The vertical ionisation energy that most methods in the table compute for BFH₃N can be worked out by hand to within about 0.4 eV from a single number, the energy of the neutral molecule's highest occupied orbital. Reverse its sign and add 4.1 eV if the functional contains no exact exchange. With exact exchange, add less, down to about −2 eV for Hartree–Fock. A correlated wavefunction method needs a further 1.5 eV on top of the Hartree–Fock estimate. The hand arithmetic replaces the calculation of the cation, but not that of the neutral molecule.

Vertical ionisation energies of BFH₃N (SMILES NBF) in the gas phase, computed with Ansatz 0.2.0 as cation minus neutral at the neutral's PBE0-D4/def2-TZVP geometry. Cations are spin-unrestricted, and the wavefunction methods beyond HF and B2PLYP use frozen cores. The def2-limit rows are extrapolated from def2-TZVPP and def2-QZVPP.

```tsv
level	exact exchange, long range (%)	ionisation energy (eV)	cation <S^2>
PBE-D4/def2-TZVPP	0	11.23	0.755
r2SCAN-D4/def2-TZVPP	0	11.15	0.756
B3LYP-D4/def2-TZVPP	20	11.36	0.755
PBE0-D4/def2-TZVPP	25	11.25	0.755
wB97X-V/def2-TZVPP	100	11.33	0.754
wB97M-V/def2-TZVPP	100	11.33	0.754
B2PLYP/def2-TZVPP	53	11.29	0.756
CCSD(T)/def2-TZVPP	n/a	11.29	0.759
CCSD(T)/def2-limit	n/a	11.45	n/a
CCSD/def2-TZVPP	n/a	11.21	0.759
CCSD/def2-limit	n/a	11.37	n/a
HF/def2-QZVPP	100	9.87	0.759
HF/def2-TZVPP	100	9.87	0.759
HF/def2-limit	100	9.87	n/a
MP2/def2-QZVPP	n/a	11.53	0.759
MP2/def2-TZVPP	n/a	11.43	0.759
MP2/def2-limit	n/a	11.59	n/a
```

## Why the orbital energy needs a correction

From PBE to wB97X-V the computed ionisation energy changes by only 0.1 eV. The highest occupied orbital of the neutral molecule moves by 4 eV between the same two calculations, from −7.1 to −11.1 eV. The orbital energy therefore depends strongly on the functional, while the energy needed to remove the electron hardly does. A useful rule has to undo the first dependence.

An orbital energy is a slope. It tells how fast the total energy changes when a very small part of an electron is taken out of that orbital. Ionisation takes out the whole electron, and the slope changes on the way. The ionisation energy is the average of the slope over the whole removal, whereas the orbital energy of the neutral molecule is only its starting value.

Two effects change the slope, and they act in opposite directions. The first is a fault of approximate functionals: an electron partly repels its own charge cloud. As the orbital is emptied this false repulsion fades, the remaining charge is held more tightly, and the last part of the electron costs more than the first. Minus the orbital energy is then too small. Exact exchange cancels the repulsion of an electron with itself, so the fault shrinks as the share of exact exchange grows.

The second effect is real. When an electron leaves, the others move towards the hole and stabilise the cation. This relaxation makes the ionisation cheaper than the orbital energy suggests, and exact exchange does not remove it. In Hartree–Fock, where the self-repulsion is fully cancelled, relaxation is what remains. It brings the ionisation energy from 12.1 eV, which is minus the orbital energy, down to 9.9 eV.

## The rule

Let $\varepsilon$ be the energy of the highest occupied orbital and $x$ the share of exact exchange, written as a fraction. If the slope changes evenly during the removal, the correction is half its total change. The self-repulsion part shrinks in proportion to $1-x$, while the relaxation part is taken as constant. Their sum is a straight line in $x$:

$$
\mathrm{IE}\approx-\varepsilon+4.1\ \mathrm{eV}-6.2\ \mathrm{eV}\times x .
$$

The two constants come from a least-squares line through five rows, rounded to two figures. These rows are PBE, r2SCAN, B3LYP, PBE0 and Hartree–Fock with the def2-TZVPP basis. The form of the line follows from the argument about self-repulsion and relaxation. The calculations confirm that the needed correction falls from PBE through PBE0 to Hartree–Fock, but they do not separate the two effects within each functional.

Correlated wavefunction methods need one more step. Electrons avoid one another, which lowers the energy, and Hartree–Fock leaves most of this lowering out. The neutral molecule has one electron more than the cation and so gains more from correlation. Putting correlation in therefore raises the ionisation energy.

The seven MP2, CCSD and CCSD(T) rows lie between 1.3 and 1.7 eV above Hartree–Fock, and their average rise gives the 1.5 eV of the rule. Density functionals do not need this step. Their correlation already acts on the orbital energy, so most of its effect should be present at the start, and the fitted constants absorb the rest.

## Two rows worked by hand

PBE0 contains 25% exact exchange, and its highest occupied orbital lies at −8.58 eV. The correction is

$$
4.1-6.2\times0.25=2.55\ \mathrm{eV},
$$

and the estimate is $8.58+2.55=11.13$ eV. The full calculation gives 11.25 eV, so the rule is about 0.1 eV too low. PBE0 was one of the five rows behind the line, which makes this an example of its use and not an independent test.

For CCSD(T) at the basis-set limit the starting point is the Hartree–Fock orbital at −12.11 eV, a value computed with the def2-TZVPP basis. Exact exchange is complete, so $x=1$, and correlation adds its own step:

$$
12.11+4.1-6.2+1.5=11.51\ \mathrm{eV}.
$$

The table has 11.45 eV. This row, too, helped to set a constant, since it entered the average of the correlation step.

The second example also explains a shortcut: taking minus the Hartree–Fock orbital energy, without any correction, as the ionisation energy. Here it is 0.7 eV above the CCSD(T) limit. That is closer than the Hartree–Fock energy difference itself, because the shortcut omits both relaxation and correlation, and these largely cancel. A better treatment of only one of them can make the result worse.

## The range-separated hybrids

wB97X-V and wB97M-V appear in the table with 100% exact exchange, but only at long range. At short distances between electrons they use a much smaller share. Entering $x=1$ for wB97X-V makes the estimate 2.4 eV too low, because the rule then treats the functional as if it were Hartree–Fock.

For these two functionals it is better to add nothing and read the ionisation energy directly as $-\varepsilon$. This gives about 11.1 eV for wB97X-V and 11.0 eV for wB97M-V, both roughly 0.3 eV below the computed values. The likely reason is a balance: some self-repulsion survives at short range and nearly offsets the relaxation. An exact functional would make the two numbers agree completely, so a small correction is what a good design should aim for.

## How accurate it is

The rule covers every row except B2PLYP. No orbital energy was available for it. That functional also adds part of its correlation after the orbitals have been found, so its orbital energy and its total energy do not belong together in the way the rule assumes. Over the other sixteen rows the largest miss is 0.36 eV. The sixteen rows contain only eight different estimates, however, because the three Hartree–Fock rows share one and the seven correlated wavefunction rows share another. Nor are they independent tests: the constants, and the choice to add nothing for the range-separated hybrids, were made with these same rows in view.

The largest miss belongs to r2SCAN, which the rule puts too high. Like PBE it has no exact exchange, so both receive the same 4.1 eV, although r2SCAN needs only 3.7 eV. The share of exact exchange is thus the main influence on the correction but not the only one. Two functionals with the same share can still differ by a few tenths of an electronvolt.

This sets the proper use of the rule. It turns orbital energies that are spread over 5 eV into fair estimates of each method's own ionisation energy, but it cannot rank functionals. The six functionals that it covers agree with one another within 0.21 eV, which is less than its largest miss. If the energy difference between cation and neutral is already known from one of them, copying that value is the safer guess for another, since it errs by at most 0.21 eV among these six.

## Where it stops being safe

The far end of the line rests on Hartree–Fock alone, which differs from the functionals not only in its full exact exchange but also in having no correlation. A straight line drawn only through PBE, r2SCAN, B3LYP and PBE0 would miss the Hartree–Fock correction by 1.4 eV. Up to 25% exact exchange the rule has several rows to lean on. For a global hybrid with a much larger share it is an interpolation over a wide gap, and an error larger than 0.4 eV would be no surprise.

The correlation step cannot tell one wavefunction method from another, nor a small basis from a large one. It gives 11.5 eV for all of them, whereas the computed values run from 11.21 eV for CCSD with def2-TZVPP to 11.59 eV for MP2 at the limit. Hartree–Fock hardly changes with the basis. The correlated values rise, because the correlated motion of electrons needs more basis functions to describe it.

The close agreement with the CCSD(T) limit should not be taken too seriously either. The 1.5 eV is an average over gains that run from 1.3 to 1.7 eV, so a hit within 0.1 eV is partly luck. The limit is itself an estimate, in which MP2 supplies the correction for the basis. For the neutral molecule, extrapolating the CCSD(T) energies directly gives a total energy about 0.1 eV higher. The cation was not treated in this way. A similar shift is expected there, and most of it should then cancel in the ionisation energy.

The rule also assumes that the electron leaves the highest occupied orbital at every level. The cations are clean states with one unpaired electron, as their $\langle S^2\rangle$ close to 0.75 shows, but this does not identify the orbital that was emptied. With the same basis, CCSD(T) lies within 0.14 eV of every functional, which makes a different hole unlikely. In a molecule whose two highest orbitals lie close together, the hole should be checked before the rule is used.

Finally, the constants belong to this molecule. Self-repulsion is strong when the emptied orbital is compact and weak when it is spread over many atoms. The 4.1 eV for a functional without exact exchange should therefore shrink for a large molecule with a delocalised orbital and grow for a small, tightly bound one. What carries over is the direction: such a functional puts minus the orbital energy too low, Hartree–Fock puts it above its own energy difference, and a hybrid lies in between.

For a quick check of a calculation on BFH₃N, apply the rule and compare. A difference of 0.3 eV is within its ordinary error. A difference of a whole electronvolt is a reason to look at the state of the cation, the orbital that was emptied and the type of exact exchange in the functional.
